\section*{Reading a sodium chain from its frontier levels}

A linear Na$_N$ cluster has one valence electron per atom, and the simplest description gives each atom one 3s orbital. Here the model is run backwards: orbital energies are given and the parameters are wanted. The energies below were made for this exercise, in the form that a Kohn--Sham calculation on neutral closed-shell chains with a fixed uniform spacing $a=3.5$~\AA{} would return. They are rounded to 0.01~eV and counted from the vacuum level. The spacing lies between the typical bond length of Na$_2$ (about 3.1~\AA) and the typical neighbour distance in the metal (about 3.7~\AA). The linear geometry is imposed, since free clusters of these sizes prefer planar or compact shapes.

\begin{center}
\begin{tabular}{lccccc}
 & Na$_4$ & Na$_6$ & Na$_8$ & Na$_{10}$ & chain X\\ \hline
HOMO $E_H$ (eV) & $-3.24$ & $-3.16$ & $-3.12$ & $-3.09$ & $-3.04$\\
LUMO $E_L$ (eV) & $-2.62$ & $-2.71$ & $-2.77$ & $-2.80$ & $-2.86$
\end{tabular}
\end{center}

The length of chain X is unknown, apart from being even. One further datum is held back as a test: the lowest valence level of Na$_{10}$, $E_1=-3.73$~eV. At each place marked \textbf{Predict}, stop and write down an answer before reading on.

\subsection*{1. The forward problem}

Take orthonormal orbitals on sites $n=1,\dots,N$, an on-site energy $\varepsilon_0$, and a matrix element $-t$ between neighbours. The amplitudes obey
\begin{equation}
\varepsilon_0\psi_n-t(\psi_{n-1}+\psi_{n+1})=E\psi_n .
\label{eq:rec}
\end{equation}
The end atoms have one neighbour only. Equation~(\ref{eq:rec}) still holds for $n=1$ and $n=N$ if two fictitious sites are added with $\psi_0=\psi_{N+1}=0$.

\textbf{Predict.} The waves $e^{\pm i\theta n}$ solve the recurrence. Which combination survives, and which length sets the allowed $\theta$?

Both waves have $E=\varepsilon_0-2t\cos\theta$. The condition $\psi_0=0$ selects $\sin(n\theta)$, and $\psi_{N+1}=0$ requires $(N+1)\theta=j\pi$. The values $j=0$ and $j=N+1$ give the null vector, and all other integers repeat, up to sign, one of $j=1,\dots,N$. These $N$ standing waves exhaust the $N$-dimensional space:
\begin{equation}
\psi_n^{(j)}=\sqrt{\frac{2}{N+1}}\,\sin\frac{j\pi n}{N+1},\qquad
E_j=\varepsilon_0-2t\cos\frac{j\pi}{N+1}.
\label{eq:levels}
\end{equation}
The nodes sit one spacing beyond each end atom, so the effective length is $(N+1)a$. With two electrons per level, $N$ even and $t>0$, the HOMO is $j=N/2$ and the LUMO is $j=N/2+1$. Their angles are $\pi/2\mp\pi/[2(N+1)]$, so their cosines are $\pm c_N$ with $c_N=\sin\{\pi/[2(N+1)]\}$. The gap $\Delta_N=E_L-E_H$ and the midgap energy $m_N=(E_L+E_H)/2$ are
\begin{equation}
\Delta_N=4t\sin\frac{\pi}{2(N+1)}\;\longrightarrow\;\frac{2\pi t}{N+1}\quad(N\gg1),\qquad m_N=\varepsilon_0 .
\label{eq:gap}
\end{equation}
The inversion separates: gaps fix $t$, midgaps fix $\varepsilon_0$.

\subsection*{2. What rounding does to the data}

A level rounded to 0.01~eV is off by at most 0.005~eV. Treated as uniform on that interval, the rounding error has standard deviation $\sigma=0.01/\sqrt{12}=0.00289$~eV.

\textbf{Predict.} What are the standard deviations of $\Delta_N$ and $m_N$, and are the two errors correlated?

For independent errors in $E_H$ and $E_L$, $\sigma_\Delta=\sqrt2\,\sigma=0.00408$~eV and $\sigma_m=\sigma/\sqrt2=0.00204$~eV. The covariance is $(\sigma^2-\sigma^2)/2=0$. The hard limits are $\pm0.01$~eV for a gap and $\pm0.005$~eV for a midgap. All uncertainties below are rounding errors carried through the fit. They say nothing about the quality of the electronic-structure method.

\subsection*{3. The hopping}

Write $\Delta_N=a_Nt$ with $a_N=4c_N$. The last column, $u_N=c_N\Delta_N$, is needed in Section 5.

\begin{center}
\begin{tabular}{cccccc}
$N$ & $\Delta_N$ (eV) & $m_N$ (eV) & $a_N$ & $\Delta_N/a_N$ (eV) & $u_N$ (eV)\\ \hline
4 & 0.62 & $-2.930$ & 1.2361 & 0.502 & 0.1916\\
6 & 0.45 & $-2.935$ & 0.8901 & 0.506 & 0.1001\\
8 & 0.35 & $-2.945$ & 0.6946 & 0.504 & 0.0608\\
10 & 0.29 & $-2.945$ & 0.5693 & 0.509 & 0.0413
\end{tabular}
\end{center}

\textbf{Predict.} Which chain should carry the most weight in the estimate of $t$?

Every gap has the same absolute uncertainty, so $\Delta_N/a_N$ is uncertain by $\sigma_\Delta/a_N$ and the shortest chain counts most. Minimising $\sum(\Delta_N-a_Nt)^2$ weights the four ratios by $a_N^2$:
\begin{equation}
t=\frac{\sum a_N\Delta_N}{\sum a_N^2}=\frac{1.5751}{3.1266}\ \mathrm{eV}=0.5038\ \mathrm{eV},\qquad
\sigma_t=\frac{\sigma_\Delta}{\sqrt{\sum a_N^2}}=0.0023\ \mathrm{eV}.
\label{eq:tfit}
\end{equation}
So $t=0.504\pm0.002$~eV; the fourth decimal is carried only as a guard digit. The fitted gaps are 0.623, 0.448, 0.350 and 0.287~eV, and no residual exceeds $\sigma_\Delta$. The hard limits give an interval free of statistical assumptions. The tightest lower bound comes from Na$_6$, $0.44/0.8901=0.4943$~eV, and the tightest upper bound from Na$_4$, $0.63/1.2361=0.5097$~eV.

\textbf{Predict.} Would the limiting form $2\pi t/(N+1)$ have served? And $2\pi t/N$?

The limit replaces $\sin y$ by $y$, with $y=\pi/[2(N+1)]$, which overstates $a_N$ by about $y^2/6$ in relative terms: 1.7\% for $N=4$ and 0.3\% for $N=10$. For Na$_4$ it returns 0.493~eV in place of 0.502~eV, a shift of 0.008~eV against a rounding uncertainty of $\sigma_\Delta/a_4=0.0033$~eV. The sine is therefore needed for the short chains. Using $N$ for $N+1$ gives 0.395~eV from Na$_4$ and 0.462~eV from Na$_{10}$, and no single $t$ fits. The data are sensitive to where the nodes of the standing waves lie.

\subsection*{4. The length of chain X}

Its gap is $\Delta_X=0.18$~eV. Inverting Eq.~(\ref{eq:gap}),
\begin{equation}
N=\frac{\pi}{2\arcsin(\Delta_X/4t)}-1=16.6,\qquad
\frac{\sigma_N}{N+1}\simeq\sqrt{\frac{\sigma_\Delta^2}{\Delta_X^2}+\frac{\sigma_t^2}{t^2}}=0.023 ,
\label{eq:N}
\end{equation}
where the second relation uses $N+1\simeq2\pi t/\Delta_X$. Hence $N=16.6\pm0.4$, between two even integers. The arcsine is monotonic, so the real-valued solution is unique, but the integer has to be argued.

\textbf{Predict.} Can $N=18$ be excluded?

Take the extreme combinations. The largest gap (0.19~eV) with the smallest $t$ (0.4943~eV) gives $N=15.3$. The smallest gap (0.17~eV) with the largest $t$ (0.5097~eV) gives $N=17.8$. The only even integer in the window is 16. In the forward direction, $N=14$, 16 and 18 have gaps of 0.211, 0.186 and 0.166~eV, and only the middle one lies within 0.01~eV of the datum. The margin is thin: the window is wider than 2 and could have held two even integers. A step of two atoms changes the gap by about $4\pi t/(N+1)^2$, and this drops below the full rounding width of 0.02~eV once $N+1$ exceeds about 18. For longer chains, levels quoted to 0.01~eV can no longer be relied on to fix the length, even with $t$ known exactly.

\subsection*{5. The midgap refuses to stay put}

The mean of the four midgaps is $\bar m=-2.93875$~eV with standard deviation $\sigma_m/2=0.00102$~eV, which suggests $\varepsilon_0=-2.939\pm0.001$~eV.

\textbf{Predict.} Look at the $m_N$ column again. Can rounding account for it?

It cannot. The midgap falls by 0.015~eV from Na$_4$ to Na$_{10}$, while two midgaps can differ through rounding by at most 0.010~eV. The held-back datum is more severe. With $x_1=\cos(\pi/11)=0.9595$, Eq.~(\ref{eq:levels}) puts the lowest level of Na$_{10}$ at $-2.939-2(0.5038)x_1=-3.91$~eV, which is 0.18~eV below the datum. Equation~(\ref{eq:levels}) is symmetric about $\varepsilon_0$, since $j\to N+1-j$ flips the cosine, and the data are not.

The diffuse 3s orbitals of neighbouring atoms are not orthogonal, so allow an overlap $s$. Let $A$ be the $N\times N$ matrix with ones on the two first off-diagonals. Then $H=\varepsilon_0\mathbf 1-tA$, $S=\mathbf 1+sA$, and the problem is $H\psi=ES\psi$, with $|s|<1/2$ keeping $S$ positive definite for all $N$.

\textbf{Predict.} Do the standing waves survive?

They do. The sines of Eq.~(\ref{eq:levels}) are eigenvectors of $A$ with eigenvalues $2x_j$, $x_j=\cos[j\pi/(N+1)]$, and thus of both $H$ and $S$; only the normalisation changes. The levels become
\begin{equation}
E_j=\frac{\varepsilon_0-2tx_j}{1+2sx_j}=\varepsilon_0-\frac{2\tau x_j}{1+2sx_j},\qquad \tau=t+s\varepsilon_0 .
\label{eq:overlap}
\end{equation}
For $s,\tau>0$ the bonding half is compressed and the antibonding half stretched. Setting $x=\pm c_N$,
\begin{equation}
\Delta_N=\frac{4\tau c_N}{1-4s^2c_N^2},\qquad
m_N=\varepsilon_0+\frac{4s\tau c_N^2}{1-4s^2c_N^2}=\varepsilon_0+s\,u_N .
\label{eq:mid}
\end{equation}
The gap feels $s$ only in second order, which is why Section 3 fitted well, and the quantity found there was nearly $\tau$. The midgap is a straight line in the known $u_N$, with slope $s$ and intercept $\varepsilon_0$. With $\bar u=0.0984$~eV, $S_{uu}=\sum(u_N-\bar u)^2=0.01337$~eV$^2$ and $S_{um}=\sum(u_N-\bar u)(m_N-\bar m)=0.001414$~eV$^2$,
\begin{equation}
s=\frac{S_{um}}{S_{uu}}=0.106\pm0.018,\qquad \varepsilon_0=\bar m-s\bar u=-2.949\pm0.002\ \mathrm{eV}.
\label{eq:sfit}
\end{equation}
The uncertainties are $\sigma_m/\sqrt{S_{uu}}$ and $\sigma_m\sqrt{1/4+\bar u^2/S_{uu}}$. The rounding error inside $u_N$ enters multiplied by $s$, amounts to less than 0.0002~eV, and is dropped. The on-site energy has moved by 0.010~eV, ten times the formal uncertainty of the first estimate. A small formal uncertainty gives no protection against a missing term.

To correct $\tau$, multiply each gap by $1-4s^2c_N^2$ and repeat Eq.~(\ref{eq:tfit}):
\begin{equation}
\tau(s)=0.5038\ \mathrm{eV}-4s^2\,\frac{\sum a_N\Delta_Nc_N^2}{\sum a_N^2}=(0.5038-0.1327\,s^2)\ \mathrm{eV},
\label{eq:tau}
\end{equation}
which gives 0.5023~eV at $s=0.106$.

\subsection*{6. Using the bottom of the band}

\textbf{Predict.} Compute $E_1$ of Na$_{10}$ from the frontier parameters alone, and name the parameter that dominates its uncertainty.

Equation~(\ref{eq:overlap}) gives $-3.75$~eV. As $s$ varies, $\varepsilon_0$ and $\tau$ follow it, so the function to study is
\begin{equation}
E_1(s)=\bar m-\bar u\,s-g(s)\,\tau(s),\qquad g(s)=\frac{2x_1}{1+2sx_1}.
\label{eq:E1}
\end{equation}
Its slope at $s=0.106$ is 1.22~eV, so the uncertainty of $s$ alone contributes 0.02~eV and dominates. The datum $-3.73$~eV was not used in the fit and lies within this range. The same sensitivity makes $E_1$ the better source of $s$. The function increases steadily over $0\le s<1/2$, so $E_1(s)=-3.73$~eV has one root there, $s=0.123$. At the root $g=1.553$ and $E_1'=1.16$~eV. Differentiating Eq.~(\ref{eq:E1}) with respect to the data gives $\delta s=(\delta E_1-\delta\bar m+g\,\delta\tau)/E_1'$, where $\delta\tau$ is the error of the gap fit, so
\begin{equation}
\sigma_s=\frac{\sqrt{0.00289^2+0.00102^2+(1.553\times0.0023)^2}}{1.16}=\frac{0.0047}{1.16}=0.004 .
\label{eq:sigs}
\end{equation}
The largest contribution is that of the gaps, not that of $E_1$ itself. Weighting in the slope of Eq.~(\ref{eq:sfit}) would lower $s$ by about 0.001, which is ignored. The inferred set is
\begin{equation}
\varepsilon_0=-2.951\pm0.001\ \mathrm{eV},\qquad \tau=0.502\pm0.002\ \mathrm{eV},\qquad s=0.123\pm0.004 .
\label{eq:final}
\end{equation}
The factor $4s^2c_N^2$ is 0.6\% for Na$_4$ and smaller for the longer chains. It lowers both bounds on the hopping slightly, and $N=16$ stands. Chain X offers a further test: Eq.~(\ref{eq:mid}) with $N=16$ gives $m=-2.949$~eV, and the data give $-2.950$~eV.

\subsection*{7. How unique is the answer?}

\textbf{Predict.} List the changes of parameters, or of model, that the eleven energies cannot detect.

\emph{Sign.} The substitution $\psi_n\to(-1)^n\psi_n$ sends $A\to-A$. The pairs $(\tau,s)$ and $(-\tau,-s)$ therefore have the same spectrum and the same site weights $|\psi_n|^2$. In the orthogonal model only $|t|$ is determined, and with overlap the data add the sign of $s\tau$, here positive. The convention that all 3s orbitals share one phase makes $s>0$, so $\tau>0$ and the lowest state has no node inside the chain.

\emph{Energy zero.} A shift $H\to H+VS$ changes $\varepsilon_0\to\varepsilon_0+V$ and $t\to t-sV$, and leaves $\tau$ alone. Level differences determine $\tau$ and $s$ but not $t$. With the vacuum as zero, $t=\tau-s\varepsilon_0=0.86$~eV, uncertain by about 0.01~eV because $\delta s$ is multiplied by $|\varepsilon_0|$. A hopping quoted for a non-orthogonal basis has no meaning without the energy zero.

\emph{Origin of the asymmetry.} Expanding Eq.~(\ref{eq:overlap}) gives $E-\varepsilon_0=-2\tau x+4\tau sx^2-\dots$, the spectrum of $-\tau A+\tau sA^2-\dots$. The matrix $A^2$ has ones between second neighbours and a diagonal of 2 in the interior and 1 at the ends. Consider the orthogonal model $H=\varepsilon_0'\mathbf 1-tA+ts'A^2$ in its own right. It has the same standing waves, $\Delta_N=4tc_N$, and $m_N=\varepsilon_0'+4ts'c_N^2=\varepsilon_0'+s'u_N$, so the frontier analysis carries over with $t=0.5038$~eV. The bottom level requires
\begin{equation}
s'=\frac{E_1-\bar m+2tx_1}{4tx_1^2-\bar u}=\frac{0.1755}{1.757}=0.100 ,
\label{eq:alt}
\end{equation}
with $\varepsilon_0'=-2.949$~eV and a second-neighbour element $ts'=+0.050$~eV. This $s'$ also lies within the range of Eq.~(\ref{eq:sfit}), so the data do not choose between the two models. The level $j=3$ of Na$_{10}$ would not help: $-3.517$~eV with overlap and $-3.522$~eV in the alternative. The top level $j=10$ separates them, $-1.69$ against $-1.80$~eV, but that high in the band the 3p orbitals are expected to mix in and a single-orbital picture is doubtful. The hopping at mid-band (0.502 or 0.504~eV) and the energy to which $m_N$ tends in long chains ($-2.951$ or $-2.949$~eV) are robust. The asymmetry parameter changes with the model by 0.023, far more than its formal uncertainty.

\emph{Bond alternation.} The spacing was stated to be uniform. Suppose that were not known, and the hoppings alternated as $t(1+\delta),t(1-\delta),\dots$ starting at an end. In first order a level with angle $\theta$ shifts by
\begin{equation}
-\frac{4t\delta}{N+1}\sum_{n=0}^{N}(-1)^{n+1}\sin n\theta\,\sin(n+1)\theta=-\frac{2t\delta}{N+1}\,\frac{\sin^2\theta}{\cos\theta}.
\label{eq:alt1}
\end{equation}
The sum follows from $2\sin n\theta\sin(n+1)\theta=\cos\theta-\cos(2n+1)\theta$. For even $N$, $\sum(-1)^n=1$, and $\sum(-1)^n\cos(2n+1)\theta$ telescopes after multiplication by $2\cos\theta$ to $1+\cos 2(N+1)\theta=2$, so the sum equals $(1/\cos\theta-\cos\theta)/2$. The gap grows by $b_Nt\delta$ with $b_N=4(1-c_N^2)/[(N+1)c_N]$, valid for $|\delta|\ll c_N$. The values $b_N=2.34$, 2.44, 2.48 and 2.50 are almost constant, and $\delta=0.01$ adds 0.013~eV to the gap of Na$_{10}$, three times $\sigma_\Delta$. A least-squares fit of $\Delta_N=a_Nt+b_Nt\delta$ gives $t=0.497\pm0.007$~eV and $t\delta=0.003\pm0.003$~eV. The gaps are compatible with a uniform chain, but giving up that knowledge triples the uncertainty of the hopping.

\subsection*{8. What the numbers stand for}

\textbf{Predict.} Put free electrons of mass $m_e$ in a hard-walled box of length $(N+1)a$. What hopping and what asymmetry does the box imitate?

The levels are $\hbar^2\pi^2j^2/[2m_e(N+1)^2a^2]$. Between $j=N/2$ and $N/2+1$ the value of $j^2$ rises by $N+1$, so the gap is $\hbar^2\pi^2/[2m_ea^2(N+1)]$. Matching it to $2\pi\tau/(N+1)$ gives $\tau_{\rm box}=\pi\hbar^2/(4m_ea^2)=0.49$~eV, using $\hbar^2/m_e=7.62$~eV\,\AA$^2$ and $a=3.5$~\AA. In a long box the occupied band has depth $\hbar^2\pi^2/(8m_ea^2)=(\pi/2)\tau_{\rm box}$, while Eq.~(\ref{eq:overlap}) gives $2\tau/(1+2s)$. The two are equal for $s=(4/\pi-1)/2=0.137$. The exercise data were chosen to lie near this nearly-free-electron behaviour, which is typical of sodium valence states, so the closeness is no test of the model. It does show that a fitted $s$ is an effective band curvature and need not equal the overlap integral of two atomic 3s orbitals.

The set in Eq.~(\ref{eq:final}) is the model's, inferred from made-up orbital energies, and is not a property of sodium. The gap it describes is a difference of one-electron levels. The difference between ionisation energy and electron affinity is larger, because it includes the charging energy of the chain. The strong absorption polarised along the chain is a collective mode pushed up by the Coulomb interaction, and as typical knowledge it lies above the orbital gap by a factor of roughly two to three for about ten atoms. The model's 0.29~eV for Na$_{10}$ would thus fall well short of the absorption energy, and a hopping fitted to absorption peaks through Eq.~(\ref{eq:gap}) would come out too large by a similar, length-dependent factor.